# How far does a niobium atom reach in SiO2?

## The question

Put a niobium atom where a silicon atom should sit in SiO2. It is larger than silicon and brings one more valence electron. How far away do the other nuclei notice it?

A sensitive way to ask is through the electric field gradient at each nucleus. The gradient is zero if the charge around the nucleus has cubic or tetrahedral symmetry, and it grows as the surroundings become lopsided. Vzz is the principal component that is largest in size, whatever its sign. The asymmetry, written $\eta$ below, compares the other two: it is zero when they are equal and approaches one when one of them vanishes.

Computed with Ansatz 0.2.0 using r2SCAN, plane waves and default PAW datasets, scalar-relativistic and spin-polarised, with a 500 eV cutoff and a 3×3×4 k-point mesh. The neutral 36-atom SiO2 supercell has one Si replaced by Nb, with atoms fixed at relaxed positions. Vzz is the largest principal field gradient in size, and the asymmetry is (Vxx − Vyy)/Vzz.

| atom | distance from the defect (Å) | site moment (muB) | Vzz (1e21 V/m^2) | asymmetry |
| --- | --- | --- | --- | --- |
| Nb1 | 0.15 | 0.38 | -5.75 | 0.91 |
| O25 | 1.81 | 0.01 | 4.93 | 0.20 |
| O23 | 1.83 | 0.01 | 4.92 | 0.34 |
| O33 | 2.00 | 0.02 | 5.46 | 0.68 |
| O19 | 2.03 | 0.02 | 4.74 | 0.79 |
| O16 | 3.06 | 0.00 | 8.50 | 0.41 |
| Si9 | 3.13 | 0.00 | -0.94 | 0.05 |
| Si11 | 3.14 | 0.00 | 0.49 | 0.88 |
| Si7 | 3.15 | 0.00 | -0.94 | 0.58 |
| Si8 | 3.30 | 0.00 | -0.45 | 0.71 |
| O31 | 3.39 | 0.00 | 9.23 | 0.31 |
| O17 | 3.43 | 0.00 | 8.81 | 0.34 |
| O15 | 3.43 | 0.00 | 8.94 | 0.42 |
| O34 | 3.44 | 0.00 | 9.25 | 0.24 |
| O29 | 3.53 | 0.00 | 9.17 | 0.29 |
| O30 | 3.96 | 0.00 | 8.80 | 0.34 |
| O36 | 4.05 | 0.00 | 8.74 | 0.31 |
| O22 | 4.12 | 0.00 | 9.76 | 0.21 |
| O27 | 4.21 | 0.00 | 8.79 | 0.27 |
| O28 | 4.23 | 0.00 | 9.55 | 0.23 |
| O24 | 4.24 | 0.00 | 9.42 | 0.19 |
| Si6 | 4.24 | ? | ? | ? |
| O32 | 4.24 | ? | ? | ? |
| O18 | 4.28 | ? | ? | ? |

Three sites are open: one silicon and two oxygens, all a little more than 4 Å from the defect. The known sites and some bonding theory should suffice to forecast them.

## A step or a slope?

The four oxygens next to niobium have Vzz near 5, in the units of the table. The twelve known oxygens further out average 9.1, and the lowest of them lies at 8.5. No known oxygen falls between the two groups.

A disturbance that spreads through space as a field or a strain would fade gradually, often as $1/r^3$. One can fit such a decay by least squares to the 16 known oxygens, with one far value and one strength. Its typical (rms) miss is 0.45. Two constants used instead as group averages, one for the oxygens at niobium and one for the rest, miss by 0.34.

That margin does not decide the matter. It comes from the four oxygens at niobium, and their distances are blurred, because the niobium atom itself sits 0.15 Å from the point from which they are measured. Chemistry gives the better reason to expect a step: these four are the oxygens that have niobium as one of their two bonding partners. In the same oxide without niobium every oxygen would bridge two silicons, and the low group would not exist.

## Why oxygen feels its partners

An oxygen nucleus sees mainly its own 2p electrons. If the three 2p orbitals were equally full, their charge would be spherical and the gradient would vanish. Bonding spoils this balance. The orbital that points towards the silicon neighbours shares its electrons with them and is partly emptied at the oxygen, while the orbitals at right angles hold lone pairs and stay nearly full.

Let $z$ run parallel to the line that joins the two silicon neighbours, $x$ at right angles to it in the plane of the bridge, and $y$ out of that plane. With $n_x$, $n_y$ and $n_z$ electrons in the three orbitals,

$$V_{zz} = K\left[\frac{n_x+n_y}{2}-n_z\right],$$

where $K$, a positive number, is the size of the gradient due to one 2p electron. A depleted $z$ orbital gives a positive Vzz, which is what every known oxygen shows.

Next to niobium two things probably change. The bond is longer than a normal Si–O bond, and the mostly empty 4d orbitals of niobium can accept charge from the oxygen lone pairs. Both make the three fillings more alike and so lower Vzz. This is an argument from bonding theory; the table shows the drop itself, not the fillings. Nor does the argument sort the four oxygens among themselves: O33, one of the two more distant ones, has the largest Vzz of the group, and the asymmetry runs all the way from 0.20 at O25 to 0.79 at O19.

## Why Vzz and asymmetry move together

Among the twelve far oxygens, a larger Vzz tends to go with a smaller asymmetry; the correlation coefficient is $-0.78$. The orbital picture offers a reason.

In a straight Si–O–Si bridge, both bonds use the $z$ orbital alone. The other two orbitals are equally full, and the asymmetry is zero. When the bridge bends, the bonds also draw on the $x$ orbital. If the total number of electrons lost to the bonds stays the same, the $z$ orbital refills by as much as the $x$ orbital empties. Vzz then falls and the asymmetry rises.

Working out all three components for this shift gives a compact rule: the component along $y$ does not change. Since the three components add up to zero, this means

$$V_{zz}\,(1+\eta)=\text{constant}.$$

An open bridge should thus show a large Vzz and a small asymmetry, and a more sharply bent one the reverse. Among the known far oxygens the product is only roughly constant: it runs from 11.2 at O27 to 12.7 at O15. Bending can therefore be only part of the story.

## Why silicon has little to show

Each silicon sits inside a tetrahedron of four oxygens. In a perfect tetrahedron the contributions of the four bonds cancel exactly, and only the distortion leaves a remainder. The known silicon values are accordingly all below 1 in size.

Such a remainder can have a fragile sign. For Si11, Vzz is 0.49 and the asymmetry 0.88, so the next component is $-0.49\times(1+0.88)/2=-0.46$. It is almost as large as the first and has the opposite sign. A slight change of geometry could swap their order and with it the sign of Vzz. For silicon, only the size is worth forecasting.

## The forecasts

**O32 and O18.** The natural guides are the six known oxygens at similar distances, from 3.96 to 4.24 Å. Their mean gives a Vzz of 9.18 ± 0.90 and an asymmetry of 0.26 ± 0.12. The error bars are about two standard deviations of those six values. If the two sites differ in Vzz by more than 0.3, the one with the larger Vzz should have the smaller asymmetry.

**Si6.** The four known silicons average 0.7 in size. They are the likely partners of niobium's four oxygens, since each of these bridges to one silicon. Si6 lies about 1 Å further out and should share no oxygen with niobium. Its tetrahedron should then be less distorted, which shifts the forecast down to 0.5 ± 0.4, with no forecast of sign or asymmetry.

**Site moments.** All three should be 0.00 within 0.01 $\mu_\mathrm{B}$. Most of the spin found at the known sites is on niobium, a trace is on its four oxygens, and every site beyond them shows zero to the digits printed.

## The computed values

The withheld rows as computed:

| atom | distance from the defect (Å) | site moment (muB) | Vzz (1e21 V/m^2) | asymmetry |
| --- | --- | --- | --- | --- |
| Si6 | 4.24 | 0.00 | 0.81 | 0.73 |
| O32 | 4.24 | 0.00 | 8.45 | 0.44 |
| O18 | 4.28 | 0.00 | 9.08 | 0.25 |

## O18: an ordinary far oxygen

O18 lands almost on the forecast in both quantities. Its Vzz is 0.1 below the central value, and its asymmetry agrees to 0.01. At this site the average of the neighbouring distances was a good guide. The site moments of all three atoms are zero as well.

## O32: a hit and a miss

O32 is more instructive. Its Vzz of 8.45 is 0.73 below the forecast, inside the error bar but near its edge. Its asymmetry of 0.44 is a clear miss: it exceeds the forecast by 0.18, where the bar allowed 0.12.

The comparison with O24 shows what went wrong. Both oxygens lie 4.24 Å from the defect, yet O24 has a Vzz of 9.42 and less than half the asymmetry. Distance is therefore a poor way to sort the oxygens beyond the first group. The six guides had lower asymmetries on average than the oxygens closer in, and it was tempting to read this as a fading disturbance. O32 breaks that pattern. Its closest match is O16, more than 1 Å nearer to niobium.

The forecast about the pair did hold. O18 has the larger Vzz, by 0.63, and the smaller asymmetry. O32 thus looks like an oxygen in a more sharply bent bridge, a reading that the bond angles would have to confirm.

## Can bending explain the difference?

The compact rule allows an estimate. Take O18 to set the constant:

$$9.08\times(1+0.25)=11.35.$$

If O32 differed from it only in the bend of the bridge, its asymmetry would follow from its own Vzz:

$$\eta=\frac{11.35}{8.45}-1\approx0.34.$$

The computed asymmetry is 0.44. The rule gives a rise of 0.09 from O18 to O32, while the calculation gives 0.19. Neither site had entered a fit, but both values were known when this estimate was made, so it tests the consistency of the picture and is no forecast.

For this pair, bending in its simplest form thus has the right direction and about half the required effect. The share would change with another oxygen as the reference, because the product is not strictly constant. The weak point is the assumption that both oxygens lose the same number of electrons to their bonds. Unequal bond lengths on the two sides of a bridge, for instance, would alter that number.

## Si6: inside the bar, but shifted the wrong way

The size of Vzz at Si6 is 0.81, within the range of 0.1 to 0.9. The reasoning behind the central value fared worse. Si6 was expected to be less distorted than the silicons next to niobium's oxygens, yet its gradient is larger than their average. The plain mean of 0.7 would have been the better forecast.

One possible flaw is that the forecast treated all of the remainder as damage done by niobium. A silicon in the pure oxide can have a slightly irregular tetrahedron too, and it would then carry a gradient of its own. The same cell without niobium would show how large the host's own gradient is. In this small cell the repeated images of the defect also act on Si6, so its value is no measure of silicon far from any niobium.

## What a measurement could use

The quadrupole coupling of an oxygen-17 nucleus is proportional to Vzz. An oxygen bonded to niobium should therefore show a coupling little more than half that of an oxygen between two silicons. Even with O32 included, the two groups stay well apart: the highest value next to niobium is 5.46 and the lowest elsewhere in the table is 8.45. For someone who wants to know whether niobium has entered the oxide network, this gap is the useful signal. The neutral defect carries one unpaired electron, however, which may broaden or hide the ordinary NMR line of just the oxygens next to niobium. Electron-nuclear double resonance, which works through that electron, would then be the better tool.

Two warnings from the run bear on this. It did not check whether its electronic solution is stable, so another arrangement of the unpaired electron is not ruled out. The gradients also leave out spin-orbit coupling, which should matter most at niobium itself.

The differences among the far oxygens deserve less trust. The images of the defect in this small cell add their own disturbance. The makers of the data caution, from tests on other systems, that field gradients can move with the k-point mesh when the gap is small. The gap here is 1.45 eV, and there is no second mesh to show whether that matters. The atoms were also held at positions relaxed in an earlier run, and forces of about 0.3 to 0.4 eV/Å still act on several oxygens, so the bridges would shift a little if they were released. A coupling in the upper group tells that an oxygen has two silicon partners; it does not tell how far away the niobium is.
